Solution key: the F2 schematic model of the mode-coupling glass transition

Problem. One normalised correlator φ(t), with φ(0) = 1, obeys

τ0 φ′(t) + φ(t) + ∫0^t m(t−s) φ′(s) ds = 0, m(t) = v φ(t)².  (1)

Times are in units of τ0, v is dimensionless, and ε = (v − vc)/vc, so ε < 0 is the liquid. This is the model of Leutheusser (1984) and of Bengtzelius, Götze and Sjölander (1984). Find vc, fc, λ, a, b, γ and the α master curve, and compare with the general theory.

Notation: (x*y)(t) = ∫0^t x(t−s) y(s) ds. Since (m*φ)′ = m(t)φ(0) + m*φ′, (1) reads

φ = m − (m*φ)′ − τ0 φ′.  (2)

(a) Arrest. Let φ → f and m → v f². Then (m*φ)′ → v f³, and (2) gives f/(1 − f) = v f². Either f = 0 or v f(1 − f) = 1, so

f = 1/2 ± (1/2)√(1 − 4/v).

The roots are real only for v ≥ 4, hence vc = 4 and fc = 1/2. By the maximum theorem of mode-coupling theory the dynamics selects the largest root, so f jumps from 0 to 1/2, and above vc f = 1/2 + (1/2)√(ε/(1 + ε)).

v = 4.04, ε = 0.01: f = 0.5498; leading law 1/2 + √ε/2 = 0.5500
v = 4.4, ε = 0.1: f = 0.6508; leading law 0.6581

(b) β-scaling equation. Put φ = 1/2 + g and v = 4(1 + ε), so m = (1 + ε)(1 + 4g + 4g²), and count ε as order g². For constant k, (k*x)′ = k x, so (m*φ)′ = m/2 + g + 4(g*g)′ + third order. Dropping τ0 φ′, (2) becomes

1/2 + 2g = 1/2 + 2g + 2g² + ε/2 − 4(g*g)′.

Orders zero and one cancel, which leaves

σ + λ g² = (g*g)′, σ = ε/8, λ = 1/2.  (3)

A constant g needs g² = σ/(1 − λ) = ε/4. This reproduces (a), and it shows that no plateau survives for ε < 0.

(c) Exponents. The Euler integral gives, for p, q < 1,

(t^(−p) * t^(−q))′ = Γ(1−p)Γ(1−q)/Γ(1−p−q) · t^(−p−q).  (4)

Where g² ≫ |σ|, (3) has the power solutions g = (t0/t)^a, the approach to the plateau, and g = −(t/τ′)^b, the von Schweidler departure from it. With p = q = a or −b,

Γ(1−a)²/Γ(1−2a) = Γ(1+b)²/Γ(1+2b) = λ.  (5)

The first ratio falls monotonically from 1 to 0 on 0 < a < 1/2 and the second falls monotonically from 1 for b > 0, so each root is unique. For λ = 1/2, Γ(2)²/Γ(3) = 1/2 gives b = 1 exactly, and the numerical root is a = 0.39526, where Γ(1−a) = 1.478 and Γ(1−2a) = 4.37.

(d) Time scales. Equation (3) is invariant under rescaling of time, so g = |σ|^(1/2) ĝ±(t/tσ), with ± the sign of σ. Matching ĝ → (t/tσ)^(−a) to (t0/t)^a gives tσ = t0 |σ|^(−1/(2a)). In the liquid ĝ− → −B (t/tσ)^b at long times, and |σ|^(1/2) B (t/tσ)^b = (t/τ′)^b gives

τ′ = t0 B^(−1/b) |σ|^(−γ), γ = 1/(2a) + 1/(2b).

Here γ = 1.265 + 1/2 = 1.765. Asymptotically, each decade in |ε| lengthens tσ by a factor 18 and τ′ by 58, so the plateau window τ′/tσ widens by only √10 = 3.2. The constants t0/τ0 and B need a numerical solution and do not affect γ.

(e) α relaxation in closed form. On the scale τ′, as ε → 0−, solve φ = m − (m*φ)′ with v = 4 and φ(0+) = 1/2. Try φ = (1/2)E with E = exp(−t/τα). Then m = E², m*φ = (τα/2)(E − E²) and (m*φ)′ = −E/2 + E², so m − (m*φ)′ = E/2 = φ. The master curve is a pure exponential. Its initial decay 1/2 − t/(2τα) is the von Schweidler law with b = 1 and τα = τ′/2, so τα ∝ |ε|^(−1.765).

(f) Size of the neglected terms. At ε = 0, without τ0 φ′, (2) is exactly g²/2 = (g*g)′ + (g²*g)′. Insert g = u + K u² with u = (t0/t)^a. Order u³ gives K = 2Kζ + ζ by (4), with ζ = Γ(1−a)Γ(1−2a)/Γ(1−3a). With Γ(1−3a) = −6.18, ζ = −1.045 and K = ζ/(1 − 2ζ) = −0.338. This term is 10 per cent of the critical law at u = 0.296, that is t ≈ 22 t0, and fades only as t^(−a). The term τ0 φ′ enters at order t^(−1.395), below t^(−3a) = t^(−1.186). As a test, a → −1 and u = −t/τ′ give ζ = 1/3 and K = 1, which matches (1/2)exp(−2t/τ′) = 1/2 + u + u² + …. In the β window the cubic terms are of relative order |σ|^(1/2), which is 0.035 at ε = −0.01.

(g) Comparison with the general statement. For m = F(φ) the steps of (b) give F(fc) = fc/(1 − fc), F′(fc) = 1/(1 − fc)² and λ = (1 − fc)³ F″(fc)/2, while (5) and γ keep their form. F = 4φ² returns λ = 1/2. For F = v1 φ + v2 φ² these conditions give fc = 1 − λ, v2 = 1/λ² and v1 = (2λ − 1)/λ², so v1 ≥ 0 requires λ ≥ 1/2 and F2 is the end point of the line.

λ = 1/2: fc = 1/2, v1 = 0, v2 = 4, a = 0.395, b = 1, γ = 1.765
λ = 0.7 (typical of simple glass-forming liquids): fc = 0.3, v1 = 0.816, v2 = 2.041, a = 0.327, b = 0.641, γ = 2.31

The jump in f, the square-root cusp and the two linked time scales are general. The values b = 1 and the unstretched α decay are special to F2, and γ = 1.765 is the model's number, below the value for a typical liquid. Real liquids also cut off the divergence by activated hopping, which (1) lacks.

(h) Random-interaction realisation. For the spherical three-spin model with Gaussian couplings of variance 3J²/N², N → ∞, Langevin dynamics with unit mobility and kB = 1, the equilibrium spin correlator in the paramagnet obeys (1) with τ0 = 1/T and v = 3J²/(2T²), a known result (Crisanti, Horner and Sommers 1993) quoted here. Then v = 4 gives Td = √(3/8) J = 0.6124 J and ε = (Td/T)² − 1, which is −0.0197 at T = 1.01 Td, and τα ∝ (T − Td)^(−1.765) as T → Td from above.